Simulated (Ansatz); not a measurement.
# Abstraction of Cl: C2H5Cl2In + C2H5AlCl → C2H5ClIn + C2H5AlCl2

Species: C2H5Cl2In `C[CH2][In]([Cl])[Cl]`, singlet; C2H5AlCl `C[CH2][Al][Cl]`, doublet; C2H5ClIn `C[CH2][In][Cl]`, doublet; C2H5AlCl2 `C[CH2][Al]([Cl])[Cl]`, singlet. A radical takes Cl: the energy is the difference in strength between the In–Cl bond broken and the Al–Cl bond made.

Shapes, held fixed at every level: PBE0-D4/def2-TZVP. Flexible molecules stand in one conformer, not always the lowest. Programs: Ansatz 0.2.0. Electronic energies: no zero-point or thermal term.

```
               level                    kind  ΔE (kJ/mol)  less CCSD(T)/def2-TZVPP
       HF/def2-TZVPP            Hartree–Fock       -107.6                     +6.2
r2SCAN-D4/def2-TZVPP                meta-GGA       -119.3                     -5.5
  wB97M-V/def2-TZVPP  range-separated hybrid       -120.2                     -6.4
  wB97X-V/def2-TZVPP  range-separated hybrid       -111.6                     +2.2
   B2PLYP/def2-TZVPP           double hybrid       -120.7                     -6.9
     CCSD/def2-TZVPP   coupled cluster or CI       -115.7                     -1.9
  CCSD(T)/def2-TZVPP   coupled cluster or CI       -113.8                      0.0
```

The highest level, CCSD(T)/def2-TZVPP, gives ΔE = -113.8 kJ/mol; the levels span -120.7 to -107.6. The column of differences is taken from that level and isn't an error. No measured value is set beside it here. Spin contamination: C2H5ClIn (⟨S²⟩ up to 0.80). Open shells run unrestricted unless RO is named. For atoms past krypton def2 sets carry core potentials with scalar relativity. Correlated rows may include outer-core shells of In, which these sets cover unevenly.

Chlorine transfer from indium to aluminium is strongly downhill at every level, with ΔE = -113.8 kJ/mol at CCSD(T), so the Al–Cl bond formed is much stronger than the In–Cl bond broken. Aluminium is smaller and more electropositive, which gives a shorter, more polar bond with better overlap. Indium's 5s electrons, held tightly by the poorly shielding 4d shell and by relativity, are less readily committed to bonding. This probably makes the step from the trivalent to the formally divalent metal cheaper for indium than for aluminium.

Even Hartree–Fock recovers most of the exothermicity, which suggests that correlation contributions largely cancel when one metal–chlorine bond replaces another. Agreement with CCSD(T) doesn't follow the class of functional: the two range-separated hybrids fall on opposite sides of it, and the double hybrid lies furthest away. The result establishes a thermodynamic preference for chlorine on aluminium in this pair, but says nothing about the barrier to transfer.
